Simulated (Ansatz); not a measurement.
## Bi2Te3: pressure and energy less free atoms as volume per atom varies

Results calculated with Ansatz 0.2.0, not measured. Periodic Kohn-Sham DFT of a crystal at fixed atoms; pressure and stress are positive in compression; the energy is the free energy less that of spherical unpolarised free atoms; site moments are those in the method's own spheres, positive along +z.

Cell of the first row (space group R-3m, No. 166):
```
CELL_PARAMETERS angstrom
2.14820 1.24030 9.95810
-2.14820 1.24030 9.95810
0.00000 -2.48060 9.95810
ATOMIC_POSITIONS crystal
Bi 0.40000 0.40000 0.40000
Bi 0.60000 0.60000 0.60000
Te 0.00000 0.00000 0.00000
Te 0.20950 0.20950 0.20950
Te 0.79050 0.79050 0.79050
```

Settings of every row: method all-electron LAPW; functional PBEsol; relativity scalar; k mesh 7x7x7; filling fermi-dirac; smearing width 0.08 eV; basis error target 1 meV/atom; nucleus gaussian.

Atom start moment: 0 on all atoms.

Limits: a layered crystal: even scaling strains the bonds within the layers, so this curve is stiffer than the crystal under pressure; no spin-orbit coupling on heavy atoms; small gap, it may come from the mesh.

| row | volume per atom (Å³) | pressure (GPa) | energy less free atoms (eV/atom) |
| --- | --- | --- | --- |
| 1 | 31.839 | 3.042 | -4.0286 |
| 2 | 32.517 | 1.697 | -4.0386 |
| 3 | 33.194 | 0.495 | -4.0432 |
| 4 | 33.533 | -0.057 | -4.0436 |
| 5 | 33.871 | ? | ? |
| 6 | 34.21 | -1.073 | -4.0412 |
| 7 | 34.549 | -1.539 | -4.0384 |
| 8 | 35.226 | -2.396 | -4.0301 |
| 9 | 35.904 | -3.161 | -4.0183 |

Question: what pressure and energy less free atoms should row 5 give?

Worked fit of pressure. Take u = (V_r/V)^(2/3) − 1 with V_r = 33.871 Å³ an atom, which is twice the finite (Eulerian) strain; such expansions in the strain, on which the Birch-Murnaghan equation of state is built, carry the rest volume and the bulk modulus. The shown rows have u = 0.04211, 0.02757, 0.01355, 0.00671, -0.00662, -0.01313, -0.02581, -0.03811. Least squares give pressure = −0.5784 + 76.149 × u + 226.31 × u² + 168 × u³ GPa; a parabola predicts inner rows, each left out in turn, worse (root mean square 0.0028 against 0.0006 GPa). The rows lie off it by 0.000, 0.000, 0.000, 0.000, 0.000, 0.001, 0.000, 0.000. The pressure vanishes at u = 0.0074, or V = 33.5 Å³ an atom, and there the bulk modulus at fixed shape and fractions is B = −V dP/dV = (2/3)(1 + u) dP/du = 53.4 GPa. Letting shape and atoms relax would as a rule lower it, by much in layered, chain or molecular crystals. The withheld row has u = 0, so the fit gives −0.5784 + 76.149 × (0) + 226.31 × (0)² + 168 × (0)³ = -0.578 GPa.

The calculation gave -0.579 GPa. The fit lies 0.001 GPa (0.016 % of the column's range) above it, one unit of the last digit.

Worked fit of energy less free atoms. Take u = (V_r/V)^(2/3) − 1 with V_r = 33.871 Å³ an atom, which is twice the finite (Eulerian) strain; such expansions in the strain, on which the Birch-Murnaghan equation of state is built, carry the rest volume and the bulk modulus. The shown rows have u = 0.04211, 0.02757, 0.01355, 0.00671, -0.00662, -0.01313, -0.02581, -0.03811. Least squares give energy less free atoms = −4.04295 − 0.1842 × u + 12.289 × u² + 4.1 × u³ eV/atom; a parabola predicts inner rows, each left out in turn, worse (root mean square 7.3e-05 against 3e-05 eV/atom). All shown rows lie on it to the printed digit. Its lowest point lies at u = 0.0075, or V = 33.5 Å³ an atom, and the curvature there gives the bulk modulus at fixed shape and fractions, B = (4/9)(1 + u)² E″(u)/V = 53.4 GPa. Letting shape and atoms relax would as a rule lower it, by much in layered, chain or molecular crystals. The withheld row has u = 0, so the fit gives −4.04295 − 0.1842 × (0) + 12.289 × (0)² + 4.1 × (0)³ = -4.0430 eV/atom.

The calculation gave -4.0429 eV/atom. The fit lies 0.0001 eV/atom (0.4 % of the column's range) below it, one unit of the last digit.
